## Why does one polynomial fix the whole Hofstadter spectrum at flux $p/q$?

**Question.** For the square lattice at flux $\alpha=p/q$ per plaquette I diagonalise a $q\times q$ matrix $H(k_1,k_2)$ on a grid. I read that this is unnecessary: the characteristic polynomial supposedly depends on $k$ only through $\cos qk_1$ and $\cos qk_2$, added to a $k$-independent polynomial. How is that proved, signs included? How do the band edges and the density of states follow, and why do the two middle bands always touch when $q$ is even? A worked case at flux $1/4$ would help.

---

**Answer.** The statement is the Chambers relation (Chambers, 1965). The proof needs two symmetries and a count of powers.

### 1. Premises and conventions

Spinless, non-interacting particles hop between nearest neighbours $(m,n)$ of a lattice with unit spacing. Energies are in units of the hopping $t$ along $x$, the hopping along $y$ is $\lambda>0$, and $\hbar=1$. The flux per plaquette is $\alpha=p/q$ in units of $h/e$, with $p$ and $q$ coprime. In the Landau gauge

$$(H\psi)_{m,n}=\psi_{m+1,n}+\psi_{m-1,n}+\lambda\left(e^{2\pi i\alpha m}\psi_{m,n+1}+e^{-2\pi i\alpha m}\psi_{m,n-1}\right).$$

The hopping is taken with a plus sign. The usual minus sign gives the same spectrum, because $\psi_{m,n}\to(-1)^{m+n}\psi_{m,n}$ reverses the sign of $H$.

The ansatz $\psi_{m,n}=e^{ik_2n}\psi_m$ gives Harper's equation,

$$\psi_{m+1}+\psi_{m-1}+2\lambda\cos(2\pi\alpha m+k_2)\,\psi_m=E\,\psi_m .$$

Its potential has period $q$, so $\psi_m=e^{ik_1m}u_m$ with $u_{m+q}=u_m$. Let $\omega=e^{2\pi ip/q}$ and define, with $m=0,\dots,q-1$ taken mod $q$,

$$S=\sum_m|m\rangle\langle m+1|,\qquad C=\sum_m\omega^m|m\rangle\langle m|,\qquad SC=\omega\,CS .$$

The Bloch matrix acting on $u$ is

$$H(k)=U+U^\dagger+\lambda(V+V^\dagger),\qquad U=e^{ik_1}S,\quad V=e^{ik_2}C .$$

The magnetic Brillouin zone is $k_1\in[0,2\pi/q)$, $k_2\in[0,2\pi)$. For $N$ sites it holds $N/q$ points with $q$ levels each.

### 2. The Chambers relation

Let $D(E,k)=\det(E-H(k))$.

**Step A: bounded degree.** Every entry of $E-H$ is a linear combination of $1$, $e^{\pm ik_1}$ and $e^{\pm ik_2}$. Each term of the determinant is a product of $q$ entries. Hence

$$D=\sum_{l_1,l_2}d_{l_1l_2}(E)\,e^{i(l_1k_1+l_2k_2)},\qquad |l_1|+|l_2|\le q .$$

**Step B: periodicity.** From $SC=\omega CS$ follow $SCS^\dagger=\omega C$ and $C^\dagger SC=\omega S$. Therefore

$$SH(k_1,k_2)S^\dagger=H(k_1,k_2+2\pi\alpha),\qquad C^\dagger H(k_1,k_2)\,C=H(k_1+2\pi\alpha,k_2).$$

The first relation is the magnetic translation by one site along $x$. The second is a relabelling of the Bloch phase. A determinant is unchanged by conjugation, so $D$ has period $2\pi p/q$ in each argument, besides $2\pi$. Since $p$ and $q$ are coprime there are integers $a,b$ with $ap+bq=1$, so $2\pi/q$ is a period too. Only $l_1,l_2\in q\mathbb Z$ survive.

**Step C: what is left.** A and B together allow $(0,0)$, $(\pm q,0)$ and $(0,\pm q)$. A mixed term such as $(q,q)$ would need $2q$ factors.

**Step D: the coefficients.** The power $e^{iqk_1}$ arises only if all $q$ factors are taken from $-U$, so no factor of $E$ can enter. Because $S$ is a $q$-cycle,

$$d_{q0}=\det(-S)=(-1)^q(-1)^{q-1}=-1 .$$

In the same way,

$$d_{0q}=\det(-\lambda C)=(-\lambda)^q\,\omega^{q(q-1)/2}=\lambda^q(-1)^{q+p(q-1)} .$$

For odd $q$ the exponent is odd plus even. For even $q$, $p$ is odd and the exponent is even plus odd. In both cases $d_{0q}=-\lambda^q$. For real $E$ and $k$, $D$ is real because $H$ is Hermitian, so the negative harmonics carry the conjugate coefficients. With $P_q\equiv d_{00}$,

$$\boxed{\det\left(E-H(k)\right)=P_q(E)-2\cos qk_1-2\lambda^q\cos qk_2}$$

$P_q$ is the zone average of $D$, a real monic polynomial of degree $q$ that depends on $p$ and $\lambda$ but not on $k$. In this convention no shift of origin is needed. The minus-sign convention moves $k$ by $(\pi,\pi)$, which flips both cosines when $q$ is odd.

**Parity.** Write $f(k)=2\cos qk_1+2\lambda^q\cos qk_2$. Shifting $k$ by $(\pi,\pi)$ sends $H\to-H$ and $f\to(-1)^qf$. Then $D(-E,k)=(-1)^q\det(E+H(k))$ reads $P_q(-E)-f=(-1)^qP_q(E)-f$, so $P_q(-E)=(-1)^qP_q(E)$.

### 3. Bands and band edges

$E$ is an eigenvalue at $k$ exactly when $P_q(E)=f(k)$. As $k$ runs over the zone, $f$ takes every value in $[-\Lambda,\Lambda]$ with $\Lambda=2+2\lambda^q$. The spectrum is

$$|P_q(E)|\le 2+2\lambda^q .$$

**There are $q$ bands and $P_q$ is monotonic on each.** For every $c\in[-\Lambda,\Lambda]$, $P_q(E)-c$ is the characteristic polynomial of a Hermitian matrix, so all its roots are real. Suppose $E_0$ were a root of multiplicity $r\ge2$ for some $|c|<\Lambda$. Near it $P_q-c\approx a(E-E_0)^r$, and changing $c$ to $c+\epsilon$ splits the root into $E_0+(\epsilon/a)^{1/r}$ times the $r$-th roots of unity. For $r\ge3$ some of these are complex. For $r=2$ they are complex for one sign of $\epsilon$, and both signs are allowed in the interior. Either case contradicts reality. So $P_q'\neq0$ wherever $|P_q|<\Lambda$, and the $q$ simple roots trace $q$ intervals, each mapped one-to-one onto $(-\Lambda,\Lambda)$.

**Edges.** The $2q$ edges solve $P_q=+\Lambda$, reached at $k=(0,0)$, and $P_q=-\Lambda$, reached at $k=(\pi/q,\pi/q)$. Two diagonalisations give all of them. Since $P_q$ is monic, the edges counted from the top have $P_q/\Lambda=+,-,-,+,+,\dots$ Neighbouring bands cannot overlap. They can touch only at a common edge, where $P_q\mp\Lambda$ has a multiple root. All $q$ bands have their extrema at the same $k$ points and share the contours $f(k)=\text{const}$.

This is the spectrum of the two-dimensional lattice, a union over $k_2$. Harper's equation at one fixed phase has the narrower bands $|P_q(E)-2\lambda^q\cos qk_2|\le2$.

### 4. Density of states

Per site and per unit energy, with $\langle\cdot\rangle_k$ the zone average,

$$\rho(E)=\frac1q\Big\langle\sum_{n=1}^q\delta\big(E-E_n(k)\big)\Big\rangle_k .$$

For simple roots, $\delta(P_q(E)-f)=\sum_n\delta(E-E_n)/|P_q'(E_n)|$, so the sum equals $|P_q'(E)|\,\delta(P_q(E)-f(k))$. The angles $\theta_j=qk_j$ cover whole periods uniformly, and

$$\rho(E)=\frac{|P_q'(E)|}{q}\,\rho_0\big(P_q(E);\lambda^q\big),\qquad \rho_0(x;\mu)=\big\langle\delta(x-2\cos\theta_1-2\mu\cos\theta_2)\big\rangle_\theta .$$

$\rho_0$ is the zero-field density of states of a lattice with hopping ratio $\mu=\lambda^q$, not $\lambda$. Only the isotropic lattice maps onto itself. Changing variables to $x=P_q(E)$ on one band gives the weight $1/q$, as it must.

For $\lambda=1$ put $u=2\cos\theta_1$ and do the $\theta_2$ integral with the delta function. For $0<x<4$,

$$\rho_0(x)=\frac1{\pi^2}\int_{x-2}^{2}\frac{du}{\sqrt{(4-u^2)\,(4-(x-u)^2)}} .$$

With $u=x/2+w$, $a=2-x/2$, $b=2+x/2$ the radicand is $(a^2-w^2)(b^2-w^2)$, and $w=a\sin\phi$ gives $(2/b)K(a^2/b^2)$. Here $K(m)=\int_0^{\pi/2}(1-m\sin^2\phi)^{-1/2}d\phi$ is written with the parameter $m$. Landen's transformation, $K(1-\kappa^2)=(1+s)K(s^2)$ with $s=(1-\kappa)/(1+\kappa)$, applies with $\kappa=x/4$, $s=a/b$, $1+s=4/b$:

$$\rho_0(x)=\frac{1}{2\pi^2}K\!\left(1-\frac{x^2}{16}\right),\qquad |x|\le4,$$

which is even in $x$. Each band inherits a logarithmic van Hove singularity at its zero of $P_q$, and $\rho_0\to1/4\pi$ at its edges.

### 5. Even $q$: the central bands touch

The claim is $P_q(0)=(-1)^{q/2}\Lambda$. A change of basis makes this explicit.

Let $Z=U^\dagger V$, so that $U+\lambda V=U(1+\lambda Z)\equiv A$ and $H=A+A^\dagger$. From $UV=\omega VU$ one gets $VU^\dagger=\omega U^\dagger V$, hence $UZ=\omega ZU$. If $Z|0\rangle=z_0|0\rangle$, then $|n\rangle=U^n|0\rangle$ has eigenvalue $z_n=z_0\omega^{-n}$. These $q$ values are distinct, so the $|n\rangle$ form an orthonormal basis. In it $A|n\rangle=a_n|n+1\rangle$ with $a_n=1+\lambda z_n$, and the last bond carries an extra factor $e^{iqk_1}$ because $U^q=e^{iqk_1}$. $H$ is a ring of $q$ sites with no diagonal terms.

For even $q$ the ring is bipartite. $\Gamma=\mathrm{diag}\,(-1)^n$ anticommutes with $H(k)$, so the levels come in pairs $\pm\varepsilon$ at the same $k$.

In $\det H$ a permutation must send each $n$ to $n\pm1$. It is either one of the two coverings of the ring by transpositions or one of the two full cycles, of sign $(-1)^{q-1}=-1$:

$$\det H=(-1)^{q/2}\Big[\prod_{n\ \mathrm{even}}|a_n|^2+\prod_{n\ \mathrm{odd}}|a_n|^2\Big]-2\,\mathrm{Re}\Big[e^{iqk_1}\prod_na_n\Big].$$

For $q=2$ the two bonds add in one matrix element and the same four terms appear. Use $\prod_{j=0}^{r-1}(1+x\zeta^j)=1-(-x)^r$ for a primitive $r$-th root of unity $\zeta$. With $r=q/2$, $\zeta=\omega^{-2}$ and $y=(-\lambda z_0)^{r}$, the even product of the $a_n$ is $1-y$. The odd one has $x=\lambda z_0/\omega$, and $\omega^{r}=e^{i\pi p}=-1$ turns it into $1+y$. The bracket is

$$|1-y|^2+|1+y|^2=2+2|y|^2=2+2\lambda^q .$$

The full product is $1-y^2=1-\lambda^qz_0^q$. To find $z_0^q$, compare $\det Z=z_0^q\,\omega^{-q(q-1)/2}=-z_0^q$ with $\det U^\dagger\det V=(-e^{-iqk_1})(-e^{iqk_2})$. This gives $z_0^q=-e^{iq(k_2-k_1)}$, and the cycle terms become $-2\cos qk_1-2\lambda^q\cos qk_2$. That reproduces the boxed relation at $E=0$, where $\det(-H)=\det H$, and identifies

$$P_q(0)=(-1)^{q/2}\,(2+2\lambda^q).$$

So $E=0$ is a band edge, reached where $\cos qk_1=\cos qk_2=\sigma\equiv(-1)^{q/2}$. $P_q$ is even, so the root there has even multiplicity. It cannot exceed two: Harper's equation at given $E$ and $k_2$ is a second-order recurrence with two independent solutions, and for a Hermitian matrix the multiplicity of a root equals the number of eigenvectors. Hence $P_q''(0)\ne0$, and bands $q/2$ and $q/2+1$ meet at $E=0$.

Near such a point $f\approx\sigma\Lambda-\sigma q^2(\delta_1^2+\lambda^q\delta_2^2)$ and $P_q\approx\sigma\Lambda+\tfrac12P_q''(0)E^2$. Real roots require $\sigma P_q''(0)<0$, and

$$E\approx\pm\,q\sqrt{\frac{2}{|P_q''(0)|}}\;\sqrt{\delta_1^2+\lambda^q\delta_2^2}.$$

These are Dirac cones. The touching points form a grid of spacing $2\pi/q$, so the magnetic zone holds $q$ of them. For odd $q$, $P_q(0)=0$ and $E=0$ lies inside the middle band. That all other gaps are open is a separate theorem, not proved here (van Mouche, 1989; Choi, Elliott and Yui, 1990).

### 6. Range of validity

- The relation is exact for coprime $p,q$, uniform flux and nearest-neighbour hopping. For $\lambda<0$ the box holds as written and $\Lambda=2+2|\lambda|^q$. Irrational $\alpha$ has no finite matrix and no $P_q$.
- Diagonal second-neighbour hopping $t'$ adds entries $e^{\pm i(k_1\pm k_2)}$. Harmonics $(\pm q,\pm q)$ then appear. Each $\pm q$-th power still uses all $q$ factors, so the coefficients stay free of $E$ and the form $P(E)=f(k)$ survives with another $f$. The term does not anticommute with $\Gamma$, so the touching loses its protection. Its norm is at most $4|t'|$, which bounds the shift of any level.
- Hopping by two sites along an axis adds $e^{\pm2ik_1}$. The harmonic $e^{iqk_1}$ then needs fewer than $q$ factors, its coefficient can depend on $E$, and the separation fails.
- Spin gives two copies displaced by the Zeeman energy. Flux $1/4$ needs $B=h/4ea^2$ for lattice constant $a$. An assumed $a=0.3$ nm gives $1.1\times10^4$ T, and an assumed superlattice period of 10 nm gives 10.3 T. There a $g$ factor of 2 means a splitting of 1.2 meV, which matters once $t$ is of order a meV.
- The relation fixes energies only. Chern numbers need the eigenvectors.

### 7. Isotropic lattice at flux $1/4$

Take $p/q=1/4$, $\lambda=1$. By parity $P_4=E^4+c_2E^2+c_0$, and section 5 gives $c_0=+4$. The trace of $U^aV^b$ vanishes unless $a$ and $b$ are both multiples of $q$, so $\mathrm{tr}\,H=0$, and in $\mathrm{tr}\,H^2$ only the four products of an operator with its adjoint survive, each with trace 4. Thus $\mathrm{tr}\,H^2=16$ and $c_2=-\tfrac12\mathrm{tr}\,H^2=-8$:

$$E^4-8E^2+4=2\cos4k_1+2\cos4k_2,\qquad E^2=4\pm\sqrt{12+2\cos4k_1+2\cos4k_2}.$$

An independent test of $c_0$ is the fourth moment. Newton's identity gives $\mathrm{tr}\,H^4=2c_2^2-4(c_0-f)$, whose zone average is 112, or 28 per site. Counting agrees: of the 36 closed four-step walks from a site, 8 encircle a plaquette and carry on average $\cos(2\pi/4)=0$, which leaves 28.

$P_4=+4$ gives $E^2=8$ and the double root $E=0$. $P_4=-4$ gives $E^2=4\pm2\sqrt2$. $P_4=0$ gives $E^2=4\pm2\sqrt3=(\sqrt3\pm1)^2$. In units of $t$:

| band | lower edge | upper edge | van Hove point |
|---|---|---|---|
| 1 | $-2.8284$ | $-2.6131$ | $-2.7321$ |
| 2 | $-1.0824$ | $0$ | $-0.7321$ |
| 3 | $0$ | $1.0824$ | $0.7321$ |
| 4 | $2.6131$ | $2.8284$ | $2.7321$ |

The outer bands have width $0.2153\,t$ and the two open gaps $1.5307\,t$. The four cones sit at $k=(0,0),(0,\pi/2),(0,\pi),(0,3\pi/2)$. With $P_4''(0)=-16$ their velocity is $4\sqrt{2/16}=\sqrt2=1.4142$ in units of $ta/\hbar$.

The density of states is

$$\rho(E)=\frac{|E^3-4E|}{2\pi^2}\,K\!\left(1-\frac{(E^4-8E^2+4)^2}{16}\right)$$

inside the bands. For small $E$, $K\to\pi/2$ and $\rho\to|E|/\pi$, which is four cones of $|E|/2\pi v^2$ each with $v^2=2$. At $E=0.5$: $P_4=2.0625$, $P_4'=-7.5$, $m=0.73413$, $K=2.1290$, $\rho_0=0.10786$, and $\rho=(7.5/4)\,\rho_0=0.2022$ states per site per $t$. The cone formula gives $0.1592$. The model's exact value lies 27 per cent higher, because $E=0.5$ is already on the rise towards the van Hove peak at $0.7321\,t$.